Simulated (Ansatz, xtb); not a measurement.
**Relative energy of two isomers of C4H7P**

Structure a is `C1=CCPC1`, a singlet and structure b is `CC(C)C#P`, a singlet. Both are isolated molecules in the gas phase, relaxed with B3LYP-D3(BJ)/def2-SVP.

a (Å):

```yaml
atoms:
  - { symbol: C, position_ang: [-0.7992, -1.8823, -1.0606] }
  - { symbol: C, position_ang: [-0.8993, -0.8350, -1.8883] }
  - { symbol: C, position_ang: [0.3536, -0.4152, -2.6151] }
  - { symbol: C, position_ang: [0.5560, -2.5330, -0.9413] }
  - { symbol: P, position_ang: [1.7743, -1.3822, -1.8215] }
  - { symbol: H, position_ang: [-1.6598, -2.2879, -0.5184] }
  - { symbol: H, position_ang: [-1.8479, -0.3203, -2.0736] }
  - { symbol: H, position_ang: [0.2907, -0.6621, -3.6907] }
  - { symbol: H, position_ang: [0.5455, 0.6688, -2.5586] }
  - { symbol: H, position_ang: [1.9229, -0.4908, -0.7116] }
  - { symbol: H, position_ang: [0.5644, -3.5257, -1.4275] }
  - { symbol: H, position_ang: [0.8674, -2.6989, 0.1030] }
```

b (Å):

```xyz
12

C    -1.0181   -2.0600   -1.3724
C     0.0685   -0.9681   -1.4015
C     0.8727   -1.0006   -2.7153
C     0.9549   -1.0753   -0.2380
P     1.9015   -1.2199    0.9809
H    -1.6047   -2.0121   -0.4433
H    -1.7037   -1.9373   -2.2258
H    -0.5602   -3.0594   -1.4363
H    -0.4353    0.0157   -1.3347
H     0.1990   -0.8712   -3.5771
H     1.6277   -0.2011   -2.7388
H     1.3930   -1.9651   -2.8234
```

Estimate which is lower in electronic energy at CCSD(T)/def2-SVP + ΔMP2/def2-TZVPP, and by roughly how much.

The CCSD(T)/def2-SVP + ΔMP2/def2-TZVPP calculation puts structure a lower, by 9.2 kcal/mol.

How the difference moves with the method:

| level | geometry | E(b) − E(a) (kcal/mol) | departure from the last row (kcal/mol) | job, with rough time for the two |
| --- | --- | --- | --- | --- |
| GFN2-xTB | GFN2-xTB | +17.9 | +8.7 | optimisation, 0.092 s |
| HF/STO-3G | GFN2-xTB | +38.4 | +29.3 | single point, 0.3 s |
| r2SCAN-D4/def2-SVP | GFN2-xTB | +12.3 | +3.1 | single point, 4 s |
| B3LYP-D3(BJ)/def2-SVP | B3LYP-D3(BJ)/def2-SVP | +12.6 | +3.5 | optimisation, 26 s |
| HF/def2-SVP | B3LYP-D3(BJ)/def2-SVP | +13.3 | +4.1 | part of the CCSD(T) run |
| MP2/def2-SVP | B3LYP-D3(BJ)/def2-SVP | +1.9 | −7.2 | part of the CCSD(T) run |
| CCSD(T)/def2-SVP | B3LYP-D3(BJ)/def2-SVP | +5.3 | −3.9 | single point |
| CCSD(T)/def2-SVP + ΔMP2/def2-TZVPP | B3LYP-D3(BJ)/def2-SVP | +9.2 |  | single point, 27 s |

As drawn, b has 1 C–C, 1 C≡P, 1 C–H in place of 1 C=C, 2 C–P, 1 P–H. Structure a has a 5-membered ring, b no ring.

The levels shown agree on the order. The largest departure from CCSD(T)/def2-SVP + ΔMP2/def2-TZVPP is that of HF/STO-3G, 29.3 kcal/mol. The last row adds to CCSD(T) the change of the MP2 difference between the two basis sets, here +3.9 kcal/mol, a large step that makes the value less sure.

With harmonic frequencies from B3LYP-D3(BJ)/def2-SVP (ideal gas, rigid rotor, one conformer each, 298.15 K, 1 atm): on the last row, ΔE + ΔZPE = +10.2, ΔH = +10.9, ΔG = +9.3 kcal/mol.

The correlated steps freeze 9 core orbitals. Codes used: Ansatz 0.2.0, xtb 6.7.1; the last row on 2 threads of Arm Neoverse V2 on a shared host.

The cyclic phosphine, 3-phospholene, lies below isopropylphosphaethyne at every level, and the thermal terms leave that order intact. The main reason is probably the cost of the C≡P unit: π overlap between carbon 2p and the larger, more diffuse phosphorus 3p orbitals is relatively poor, so converting π bonding into σ bonds pays off, while a five-membered ring with one alkene carries little strain.

Correlation works the other way. The gap falls from +13.3 kcal/mol with HF to +1.9 with MP2 in the same basis, as expected when a compact triple bond gains more correlation energy than the σ bonds replacing it. CCSD(T) restores part of the gap, which suggests that MP2 overstates this gain. Entropy also favours the open-chain isomer, so ΔG is smaller than ΔH. The energy ordering does not establish an accessible path for interconversion, which would require substantial bond reorganisation and hydrogen migration.
